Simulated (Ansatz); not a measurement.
Ligand exchange: C2H3BrF2 + GeH3(CH3) → C2H4F2 + GeH2(CH3)Br

Species: C2H3BrF2 (2-bromo-1,1-difluoroethane) `FC(F)CBr`, singlet; GeH3(CH3) (methyl germane), singlet; C2H4F2 (1,1-difluoroethane) `CC(F)F`, singlet; GeH2(CH3)Br, singlet. The partners trade Br for H: C–Br and Ge–H bonds give way to C–H and Ge–Br.

Shapes, held fixed at every level: PBE0-D4/def2-TZVP. Flexible molecules stand in one conformer, not always the lowest. Programs: Ansatz 0.2.0. Electronic energies: no zero-point or thermal term.

| level | kind | ΔE (kJ/mol) | less CCSD(T)/def2-TZVPP | CPU time (sum over the molecules) |
| --- | --- | --- | --- | --- |
| HF/def2-TZVPP | Hartree–Fock | -176.6 | -18.9 | – |
| PBE-D4/def2-TZVPP | GGA | -156.2 | +1.5 | 31 s |
| B3LYP-D4/def2-TZVPP | global hybrid | -161.3 | -3.6 | 58 s |
| PBE0-D4/def2-TZVPP | global hybrid | -162.2 | -4.5 | 38 s |
| wB97M-V/def2-TZVPP | range-separated hybrid | -161.5 | -3.8 | 2.1 min |
| wB97X-V/def2-TZVPP | range-separated hybrid | -160.3 | -2.6 | 95 s |
| CCSD(T)/def2-TZVPP | coupled cluster or CI | -157.7 | 0.0 | 21 min |

The highest level, CCSD(T)/def2-TZVPP, gives ΔE = -157.7 kJ/mol; the levels span -176.6 to -156.2. The column of differences is taken from that level and isn't an error. No measured value is set beside it here. Relativity is left out for Br, Ge unless named. Correlated rows may include outer-core shells of Br, Ge, which these sets cover unevenly. Times are processor times on shared x86 and Arm servers, and rough.

Bromine transfer from carbon to germanium is strongly downhill at every level, with CCSD(T) giving -157.7 kJ/mol. The driving force is the better pairing of bond partners. Germanium is more electropositive than carbon, so it gains more from binding electronegative bromine, through a strongly polar Ge–Br bond. Hydrogen in turn overlaps better with the compact valence orbitals of carbon than with the more diffuse ones of germanium, which makes C–H the stronger hydride bond. Both halves of the exchange therefore push the same way.

Hartree–Fock exaggerates the exothermicity by 18.9 kJ/mol, probably because without correlation it overstates the advantage of the polar Ge–Br bond. The density functionals all stay within 4.5 kJ/mol of the coupled-cluster value, a spread far too small to affect the direction of the exchange. The result fits the known use of germanium hydrides to reduce alkyl bromides, which usually proceeds by a radical chain, but the reaction energy alone says nothing about the barrier or the rate.
